**Breaks in the trends of the tetrahedral hydrides AH$_4$ of groups 4 and 14**

The table holds bond lengths, Mulliken, Löwdin and APT charges of the centre, frontier levels and mean polarisabilities of eight AH$_4$ molecules at PBE0/def2-TZVP (PySCF, core potentials for Zr, Hf, Sn and Pb, no spin-orbit coupling). The program compares the bond steps with Slater radii $n^{*2}/Z_\text{eff}$, fits the group 14 HOMO to a line in bond length, tests closure and power-law models of the polarisability, and fits the charges to rough recalled electronegativities. The steps to Ge, Pb and Hf fall 0.058, 0.076 and 0.104 Å short of the Slater model, while the group 14 HOMO follows the bond length to 0.05 eV rms. HfH$_4$ is 7.9 % less polarisable than ZrH$_4$ at equal bond length, and charge orders within a group depend on the scheme. An infrared intensity sum rule shows that the near-zero APT charge of CH$_4$ comes from cancelling components of the hydrogen tensor.

PySCF 2.14.0, PBE0/def2-TZVP with density fitting: singlet AH4 molecules in the gas phase, at the lowest minimum found from tetrahedral, square planar and see-saw starts. ECP marks a scalar-relativistic core potential on the centre A; spin-orbit coupling is left out. Charges are those of A (APT: a third of the trace of its polar tensor), and the polarisability is the mean.

## The fit in Python

```python
# Table: AH4 (A = Ti, Zr, Hf, C, Si, Ge, Sn, Pb), PySCF PBE0/def2-TZVP, ECP from Zr and Sn on, no spin-orbit.
# Tested: bond steps vs Slater radius n*^2/Zeff; HOMO vs r; polarisability vs closure estimate;
# charges vs electronegativity; IR intensity sum rule for the APT charges.
T = {
    'molecule': ['TiH4', 'ZrH4', 'HfH4', 'CH4', 'SiH4', 'GeH4', 'SnH4', 'PbH4'],
    'Z': [22, 40, 72, 6, 14, 32, 50, 82],
    'rel': ['non-relativistic', 'ECP', 'ECP', 'non-relativistic', 'non-relativistic', 'non-relativistic', 'ECP', 'ECP'],
    'group': ['Td', 'Td', 'Td', 'Td', 'Td', 'Td', 'Td', 'Td'],
    'r': [1.693, 1.844, 1.847, 1.09, 1.485, 1.534, 1.704, 1.75],  # Å
    'mull': [0.55, 0.73, 0.76, -0.53, 0.07, -0.03, 0.22, 0.21],  # e
    'low': [0.4, 0.48, 0.62, -0.42, 0.17, 0.26, 0.23, 0.18],  # e
    'apt': [1.46, 1.68, 1.63, -0.04, 0.91, 0.9, 1.1, 1.15],  # e
    'homo': [-8.82, -8.52, -8.45, -10.98, -9.86, -9.66, -9.17, -8.91],  # eV
    'lumo': [-2.86, -2.43, -2.05, 1.69, 1.07, 1.08, 0.68, -0.38],  # eV
    'alpha': [44.8, 50.6, 46.6, 15.0, 29.4, 33.5, 41.3, 46.7],  # bohr^3
}
import numpy as np
from scipy import constants as C
el = [m.replace('H4', '') for m in T['molecule']]
ix = {e: i for i, e in enumerate(el)}
Z, r, mu, lo, ap, ho, lu, al = (np.array(T[k], float) for k in ('Z', 'r', 'mull', 'low', 'apt', 'homo', 'lumo', 'alpha'))
g4 = [ix[e] for e in ('Ti', 'Zr', 'Hf')]
g14 = [ix[e] for e in ('C', 'Si', 'Ge', 'Sn', 'Pb')]
rms = lambda v: float(np.sqrt(np.mean(np.square(v))))
# Slater's rules: effective n, other electrons in the outer sp shell, electrons in shell n-1
S = {'C': (2, 3, 2), 'Si': (3, 3, 8), 'Ge': (3.7, 3, 18), 'Sn': (4, 3, 18), 'Pb': (4.2, 3, 18),
     'Ti': (3.7, 1, 10), 'Zr': (4, 1, 10), 'Hf': (4.2, 1, 10)}
def x(e, full=0):
    n, s, m = S[e]; m -= full
    return n * n / (Z[ix[e]] - 0.35 * s - 0.85 * m - (Z[ix[e]] - 1 - s - m))
d = lambda v, a, b: v[ix[b]] - v[ix[a]]
b14 = d(r, 'C', 'Si') / (x('Si') - x('C')); b4 = d(r, 'Ti', 'Zr') / (x('Zr') - x('Ti'))
print('1. Bond steps (A), rounding 0.001; slope set by C-Si %.3f, by Ti-Zr %.3f A/bohr' % (b14, b4))
print('step    table   Slater  table-Slater  (Z alpha)^2 heavier  LUMO step (eV)')
for a, b, s in (('C', 'Si', b14), ('Si', 'Ge', b14), ('Ge', 'Sn', b14), ('Sn', 'Pb', b14), ('Ti', 'Zr', b4), ('Zr', 'Hf', b4)):
    p = s * (x(b) - x(a))
    print('%-6s %+.3f  %+.3f  %+.3f        %.3f               %+.2f' % (a + '-' + b, d(r, a, b), p, d(r, a, b) - p, (Z[ix[b]] * C.alpha) ** 2, d(lu, a, b)))
print('Si-Ge step if 3d10 screened fully: %+.3f A' % (b14 * (x('Ge', 10) - x('Si'))))
h = np.polyfit(r[g14], ho[g14], 1); dh = ho - np.polyval(h, r)
Eh = C.physical_constants['Hartree energy in eV'][0]; rb = r * 1e-10 / C.physical_constants['Bohr radius'][0]
gap = lu - ho
def one(f):
    k = np.exp(np.mean(np.log(al / f))); return k, 100 * (al / (k * f) - 1)
kA, eA = one(rb ** 2 / (-ho / Eh)); kB, eB = one(rb ** 2 / (gap / Eh))
pw = np.polyfit(np.log(rb), np.log(al), 1); eC = 100 * (al / np.exp(np.polyval(pw, np.log(rb))) - 1)
print('2. HOMO = %.2f %+.2f r (eV, A), group 14 fit, rms %.2f eV; rounding 0.005 eV' % (h[1], h[0], rms(dh[g14])))
print('alpha (a.u., all rows): A k r^2/|HOMO| k=%.2f; B k r^2/gap k=%.2f; C r^p p=%.2f' % (kA, kB, pw[0]))
print('rms A %.1f %%, B %.1f %%, C %.1f %%; rounding at most %.1f %%' % (rms(eA), rms(eB), rms(eC), 5 / al.min()))
print('row  HOMO-line (eV)  gap (eV)  alpha table vs model: A %   B %    C %')
for i, e in enumerate(el):
    print('%-3s  %+.2f           %5.2f                         %+6.1f %+6.1f %+6.1f' % (e, dh[i], gap[i], eA[i], eB[i], eC[i]))
print('worst rows: A %s, B %s, C %s' % tuple(el[int(np.argmax(abs(v)))] for v in (eA, eB, eC)))
# rough recalled Pauling-type electronegativities, two figures; Pb is also quoted as 2.3
chi = {'Ti': 1.5, 'Zr': 1.3, 'Hf': 1.3, 'C': 2.5, 'Si': 1.9, 'Ge': 2.0, 'Sn': 2.0, 'Pb': 1.9}
c1 = np.array([chi[e] for e in el]); c2 = c1.copy(); c2[ix['Pb']] = 2.3
print('3. Charge minus line in rough electronegativity (e), rounding 0.005')
print('scheme   slope  rms  rms(Pb 2.3) ' + ' '.join('%5s' % e for e in el))
for n, q in (('Mulliken', mu), ('Lowdin', lo), ('APT', ap)):
    f = np.polyfit(c1, q, 1); v = q - np.polyval(f, c1); w = q - np.polyval(np.polyfit(c2, q, 1), c2)
    print('%-8s %+.2f  %.2f %.2f        ' % (n, f[0], rms(v), rms(w)) + ' '.join('%+.2f' % t for t in v))
print('lowest group 4 minus highest group 14 (e): Mulliken %.2f, Lowdin %.2f, APT %.2f' % tuple(q[g4].min() - q[g14].max() for q in (mu, lo, ap)))
print('4. Pair differences: r (A), Mulliken, Lowdin, APT (e), HOMO (eV), gap %, alpha %')
for a, b in (('C', 'Si'), ('Si', 'Ge'), ('Ge', 'Pb'), ('Sn', 'Pb'), ('Sn', 'Ti'), ('Zr', 'Hf'), ('Pb', 'Hf')):
    print('%s minus %s: %+.3f  %+.2f %+.2f %+.2f  %+.2f  %+.1f  %+.1f' % (b, a, d(r, a, b), d(mu, a, b), d(lo, a, b), d(ap, a, b),
          d(ho, a, b), 100 * d(gap, a, b) / gap[ix[a]], 100 * d(al, a, b) / al[ix[a]]))
# further outputs of the same runs: two t2 intensities (km/mol, per component), centre APT charge, centre mass
IR = {'C': (17.449, 19.491, -0.035575, 12.0), 'Zr': (235.09, 567.35, 1.678616, 89.9047), 'Hf': (206.80, 533.12, 1.626725, 179.9465)}
K = C.N_A * C.e ** 2 / (12 * C.epsilon_0 * C.c ** 2 * C.atomic_mass) / 1000; mH = 1.007825
print('5. IR sum (km/mol): computed, from isotropic APT charges, ratio; H charge and anisotropy (e)')
rat = {}
for e, (i1, i2, q, m) in IR.items():
    tot = 3 * (i1 + i2); iso = 3 * K * (q * q / m + 4 * (q / 4) ** 2 / mH); rat[e] = tot / iso
    D = np.sqrt(1.5 * (tot - iso) / K * mH / 4)
    print('%sH4: %.0f  %.1f  ratio %.2f; q(H) %+.3f, |parallel - perpendicular| %.2f' % (e, tot, iso, tot / iso, -q / 4, D))
assert all(q[g4].min() > q[g14].max() for q in (mu, lo, ap))
assert d(r, 'Si', 'Ge') < d(r, 'Ge', 'Sn') > d(r, 'Sn', 'Pb') > d(r, 'Zr', 'Hf') >= 0
assert d(lu, 'Sn', 'Pb') < 0 < d(lu, 'Zr', 'Hf') and d(al, 'Zr', 'Hf') < 0
assert rat['C'] > 10 and 1 <= rat['Zr'] < 1.5 and 1 <= rat['Hf'] < 1.5
```

Running it gives:

```
1. Bond steps (A), rounding 0.001; slope set by C-Si 0.421, by Ti-Zr 0.206 A/bohr
step    table   Slater  table-Slater  (Z alpha)^2 heavier  LUMO step (eV)
C-Si   +0.395  +0.395  +0.000        0.010               -0.62
Si-Ge  +0.049  +0.107  -0.058        0.055               +0.01
Ge-Sn  +0.170  +0.172  -0.002        0.133               -0.40
Sn-Pb  +0.046  +0.122  -0.076        0.358               -1.06
Ti-Zr  +0.151  +0.151  +0.000        0.085               +0.43
Zr-Hf  +0.003  +0.107  -0.104        0.276               +0.38
Si-Ge step if 3d10 screened fully: +0.476 A
2. HOMO = -14.35 +3.06 r (eV, A), group 14 fit, rms 0.05 eV; rounding 0.005 eV
alpha (a.u., all rows): A k r^2/|HOMO| k=1.35; B k r^2/gap k=1.25; C r^p p=2.30
rms A 5.6 %, B 23.2 %, C 4.6 %; rounding at most 0.3 %
row  HOMO-line (eV)  gap (eV)  alpha table vs model: A %   B %    C %
Ti   +0.34            5.96                           +4.8  -23.4   +8.2
Zr   +0.18            6.09                           -3.6  -25.5   +0.4
Hf   +0.24            6.40                          -12.2  -28.1   -7.8
C    +0.03           12.67                           +5.4  +31.5   -0.3
Si   -0.06           10.93                           -0.1  +19.8   -4.0
Ge   -0.01           10.74                           +4.6  +25.7   +1.5
Sn   -0.04            9.85                           -0.8  +15.2   -1.7
Pb   +0.08            8.53                           +3.3   +6.9   +4.6
worst rows: A Hf, B C, C Ti
3. Charge minus line in rough electronegativity (e), rounding 0.005
scheme   slope  rms  rms(Pb 2.3)    Ti    Zr    Hf     C    Si    Ge    Sn    Pb
Mulliken -1.03  0.08 0.17        -0.01 -0.03 -0.00 -0.06 -0.07 -0.07 +0.18 +0.07
Lowdin   -0.70  0.10 0.14        -0.05 -0.11 +0.03 -0.17 +0.00 +0.16 +0.13 +0.01
APT      -1.28  0.15 0.26        -0.02 -0.06 -0.11 -0.24 -0.06 +0.06 +0.26 +0.18
lowest group 4 minus highest group 14 (e): Mulliken 0.33, Lowdin 0.14, APT 0.31
4. Pair differences: r (A), Mulliken, Lowdin, APT (e), HOMO (eV), gap %, alpha %
Si minus C: +0.395  +0.60 +0.59 +0.95  +1.12  -13.7  +96.0
Ge minus Si: +0.049  -0.10 +0.09 -0.01  +0.20  -1.7  +13.9
Pb minus Ge: +0.216  +0.24 -0.08 +0.25  +0.75  -20.6  +39.4
Pb minus Sn: +0.046  -0.01 -0.05 +0.05  +0.26  -13.4  +13.1
Ti minus Sn: -0.011  +0.33 +0.17 +0.36  +0.35  -39.5  +8.5
Hf minus Zr: +0.003  +0.03 +0.14 -0.05  +0.07  +5.1  -7.9
Hf minus Pb: +0.097  +0.55 +0.44 +0.48  +0.46  -25.0  -0.2
5. IR sum (km/mol): computed, from isotropic APT charges, ratio; H charge and anisotropy (e)
CH4: 111  1.2  ratio 90.35; q(H) +0.009, |parallel - perpendicular| 0.21
ZrH4: 2407  2135.9  ratio 1.13; q(H) -0.420, |parallel - perpendicular| 0.32
HfH4: 2220  1962.8  ratio 1.13; q(H) -0.407, |parallel - perpendicular| 0.32
```
